# Topping depolarisation on a metal: the image layer

## The result and its hidden assumption

Take $N$ identical dipoles per unit area, normal to the surface. A moment $p>0$ has its positive end outward and lowers the work function by $e\Delta$, with the Helmholtz step $\Delta = Np/\varepsilon_0$. In working units, 1 D at $10^{14}$ cm$^{-2}$ gives 0.377 V. On a gate electrode, such a layer moves the flat-band voltage by $-\Delta$.

Each dipole obeys $p = p_0 + 4\pi\varepsilon_0\alpha E_{\rm loc}$, where $\alpha$ is the polarisability volume. A coplanar neighbour at distance $r$ contributes the field $-p/(4\pi\varepsilon_0 r^3)$. Define lattice sums by $\sum' r^{-s} = c_s N^{s/2}$, the prime omitting the site itself. Then (Topping, 1927)

$$\Delta = \frac{Np_0}{\varepsilon_0\,[1 + c_3\alpha N^{3/2}]},$$

with $c_3 = 9.03$ (square) or 8.89 (triangular). Setting $d\Delta/dN=0$ gives $c_3\alpha N^{3/2}=2$, where the bracket equals 3.

The assumption examined here enters through $E_{\rm loc}$: only the real dipoles are counted, as if the sheet stood in vacuum. Caesium on tungsten sits on a conductor.

## Adding the images

Place point dipoles at height $z$ above the image plane of an ideal metal. The plane stays an equipotential if each dipole has a parallel image $p$ at $-z$. The step is still $Np/\varepsilon_0$: the metal potential belongs to the region between the two sheets, and only the real sheet separates it from vacuum. In this convention an ion of charge $q$ at height $d$ has $p=qd$. Some authors quote $2qd$ and halve the prefactor.

An image at lateral distance $r$ gives the normal field

$$E_z = \frac{p}{4\pi\varepsilon_0}\,\frac{8z^2-r^2}{(r^2+4z^2)^{5/2}} .$$

The $r=0$ term, $+p/(4\pi\varepsilon_0\,4z^3)$, is the self-image and does not depend on coverage. Define $c_{\rm img}N^{3/2} = \sum'(r^2-8z^2)/(r^2+4z^2)^{5/2}$ and $c_{\rm eff}=c_3+c_{\rm img}$. Then

$$p = p_0 + \alpha p\left[\frac{1}{4z^3} - c_{\rm eff}N^{3/2}\right]
\;\Rightarrow\;
\Delta = \frac{Np_0'}{\varepsilon_0\,[1+c_{\rm eff}\,\alpha' N^{3/2}]},$$

with $p_0' = p_0/(1-\alpha/4z^3)$ and $\alpha' = \alpha/(1-\alpha/4z^3)$. These dressed values describe one isolated adatom on the metal, and $p_0'$ sets the initial slope of the curve.

Expand the summand for $2z<r$:

$$\frac{r^2-8z^2}{(r^2+4z^2)^{5/2}} = \frac{1}{r^3} - \frac{18z^2}{r^5} + \frac{150z^4}{r^7} - \dots$$

With $u = z^2N$,

$$c_{\rm eff} = 2c_3 - 18c_5u + 150c_7u^2 - \dots$$

For the triangular lattice $c_5=4.72$ and $c_7=3.74$, so $c_{\rm eff} = 17.8 - 85.0\,u + 562\,u^2-\dots$ The leading correction doubles the depolarising constant, because from afar a dipole and its image act as $2p$. A constant factor can hide in a fitted $\alpha'$. The term in $u$ cannot, since it changes the shape of the curve.

The full sum follows from Poisson summation. The image sheet's field above a site is $(Np/2\varepsilon_0)\sum_{\mathbf G}Ge^{-2Gz}$ over reciprocal lattice vectors $\mathbf G$. Removing the self-image, with $g=G/\sqrt N$,

$$c_{\rm img} = \frac{1}{4u^{3/2}} - 2\pi\sum_{\mathbf G} g\,e^{-2g\sqrt u}.$$

At the peak the denominator $D$ satisfies $D=N\,dD/dN$, which gives

$$\alpha' N^{3/2}B = 2,\qquad B = c_{\rm eff}+2u\frac{dc_{\rm eff}}{du} = 2c_3-54c_5u+\dots,\qquad D = 1+\frac{2c_{\rm eff}}{B}.$$

Where $c_{\rm eff}$ falls with $u$, $B<c_{\rm eff}$ and $D>3$.

## Size for Cs on W

The inputs are illustrative and were chosen to reproduce typical behaviour of this system, a work-function drop of about 3 V with its minimum near $2.5\times10^{14}$ cm$^{-2}$. Take $p_0'=10$ D, a triangular layer, the peak at $N^*=2.5\times10^{14}$ cm$^{-2}=0.025$ Å$^{-2}$, and $z=1.0$ Å, midway to an ion about 2 Å above the image plane. The spacing is 6.8 Å, so the series converges, and $u=0.025$.

To first order in $u$, $c_{\rm eff}=15.7$. The full sum gives 16.0, which is 1.8 times $c_3$. For $B$ first order gives 11.4 and the full sum 12.9, so the peak needs the full sum. Without depolarisation the step at $N^*$ would be 9.42 V.

| Model | $\alpha'$ (Å$^3$) | $D(N^*)$ | $\Delta(N^*)$ (V) |
|---|---|---|---|
| Images, peak at $N^*$ | 39 | 3.48 | 2.7 |
| No images, same $\alpha'$ | 39 | 2.38 | 4.0 |
| No images, refitted to peak at $N^*$ | 57 | 3 | 3.1 |

At fixed $p_0'$ and $\alpha'$ the images cut the model's step by 32%. Without them its peak would lie at $3.2\times10^{14}$ cm$^{-2}$. Refitting hides much of this by inflating the polarisability from 39 to 57 Å$^3$. What survives any refit is the shape: for equal initial slope and equal peak coverage, the peak with images is 14% lower, or 0.4 V.

## How far to trust these numbers

**Height.** With $z=1.5$ Å, $c_{\rm eff}=14.4$, $B=9.5$ and $D=4.0$, so the shape correction grows to 25%. The near-doubling is robust, the shape correction only roughly known.

**Finite dipole length.** This enters at the same order in $u$. Suppose instead that an ion at $d=2z$ responds by changing its charge in proportion to the local potential $V$. A neighbour ion and its image give

$$\frac{4\pi\varepsilon_0V}{d} = \frac{q}{d}\left[\frac1r-\frac{1}{\sqrt{r^2+4d^2}}\right] = qd\left[\frac{2}{r^3}-\frac{6d^2}{r^5}+\frac{20d^4}{r^7}-\dots\right].$$

The doubling is unchanged, and the next terms become $-24c_5u+320c_7u^2$ in place of $-18c_5u+150c_7u^2$. At $u=0.025$ the first-order change of $-0.71$ is more than half cancelled by the second-order change of $+0.40$. Summed through $u^5$, $c_{\rm eff}$ drops by 0.44, from 15.97 to 15.53.

**Self-image.** The dressing factor is $\alpha'/\alpha = 1+\alpha'/4z^3\approx 11$ here. A point dipole so close to the image plane cannot predict that factor, so $p_0'$ and $\alpha'$ must be treated as inputs, and bare values should not be extracted from them.

**Coverage.** Past the minimum the Cs valence orbitals overlap and the layer turns metallic, which no fixed-$\alpha'$ model describes.

## Carrying it to gate stacks

For dipoles in vacuum above a dielectric of relative permittivity $\varepsilon_r$, every image is scaled by $(\varepsilon_r-1)/(\varepsilon_r+1)$, and $c_{\rm img}$ with it. For silicon, with $\varepsilon_r\approx11.7$, the factor is 0.84, so most of the correction remains. Inside a stack the layer lies in a host of permittivity $\varepsilon_1$, which screens the fields of dipoles and images alike, and a neighbouring medium $\varepsilon_2$ scales the images by $(\varepsilon_2-\varepsilon_1)/(\varepsilon_2+\varepsilon_1)$, which tends to 1 for a metal gate. Consider a layer whose distance from the step is small compared with its own lattice spacing, and compare it with the Topping sum screened by the same host. Next to a metal gate or on the low-permittivity side it depolarises faster. On the high-permittivity side, as in a high-$k$ oxide next to SiO$_2$, the factor is negative and the images weaken the depolarisation. In either case a polarisability fitted with 9.03 or 8.89 belongs to the fit, not to the atom.